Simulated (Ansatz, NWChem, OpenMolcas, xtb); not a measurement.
# Redistribution: CH2BrCl + CHClF2 → CH2ClF + CHBrClF

Species: CH2BrCl (bromochloromethane) `ClCBr`, singlet; CHClF2 (difluorochloromethane) `FC(F)Cl`, singlet; CH2ClF (chlorofluoromethane) `FCCl`, singlet; CHBrClF (bromochlorofluoromethane) `FC(Cl)Br`, singlet. The partners trade Br for F; both sit on C, so the bond types are kept.

Shapes, held fixed at every level: PBE0-D4/def2-TZVP. Programs: Ansatz 0.2.0, NWChem 7.3.0, OpenMolcas 26.06, xtb 6.7.1. A level may come from different programs for different species; with the same settings they agree closely. The zero-point and thermal change to 298 K, harmonic and unscaled (PBE0-D4/def2-TZVP), is 0.0 kJ/mol.

**The experiment to reproduce.** Tabulated heats of formation (Active Thermochemical Tables): CH2BrCl -44.7; CHClF2 -482.8; CH2ClF -263.7; CHBrClF -231.8 kJ/mol, which give ΔH(298 K) = +32.0 kJ/mol.

```csv
level,kind,ΔH (kJ/mol),computed − measured
GFN0-xTB,semi-empirical,+11.9,-20.1
B3LYP/6-31G* (spherical functions),global hybrid,+39.9,+7.9
r2SCAN0-D4/def2-TZVPP,global hybrid,+36.2,+4.2
wB97M-V/def2-TZVPP,range-separated hybrid,+34.3,+2.3
wB97X-V/def2-TZVPP,range-separated hybrid,+34.1,+2.1
MP2/def2-TZVPP,perturbation theory,+36.6,+4.6
CCSD/def2-SVP,coupled cluster or CI,+42.5,+10.5
CCSD(T)/def2-TZVPP,coupled cluster or CI,+35.9,+3.9
```

Nearest: wB97X-V/def2-TZVPP (+2.1); farthest: GFN0-xTB (-20.1). 6 of 8 levels lie within 10 kJ/mol. Relativity is left out for Br. Outer-core shells of Br are correlated in most correlated rows, in sets that cover them unevenly.

Every level makes the exchange endothermic, so fluorine prefers to share a carbon with another fluorine rather than be spread over two molecules. The usual explanation is geminal, anomeric stabilisation: a fluorine lone pair donates into the neighbouring σ*(C–F) orbital, and the strongly positive carbon reinforces both polar bonds. CHClF2 loses this F/F pairing, and the Br/F pairing gained in CHBrClF probably compensates only in part. The enthalpy alone can't separate hyperconjugation from electrostatics.

Because bond types are conserved, much of the error in describing individual bonds cancels, yet GFN0-xTB recovers the sign while strongly underestimating the geminal effect. All other levels overshoot, most of all the two with the smallest basis sets, which suggests that an incomplete description of the polar C–F bonds exaggerates the preference. MP2 and CCSD(T) nearly agree in the same basis, so correlation beyond second order has little net effect here. The closer match of the range-separated hybrids therefore doesn't establish that they describe the electronic structure better than CCSD(T).
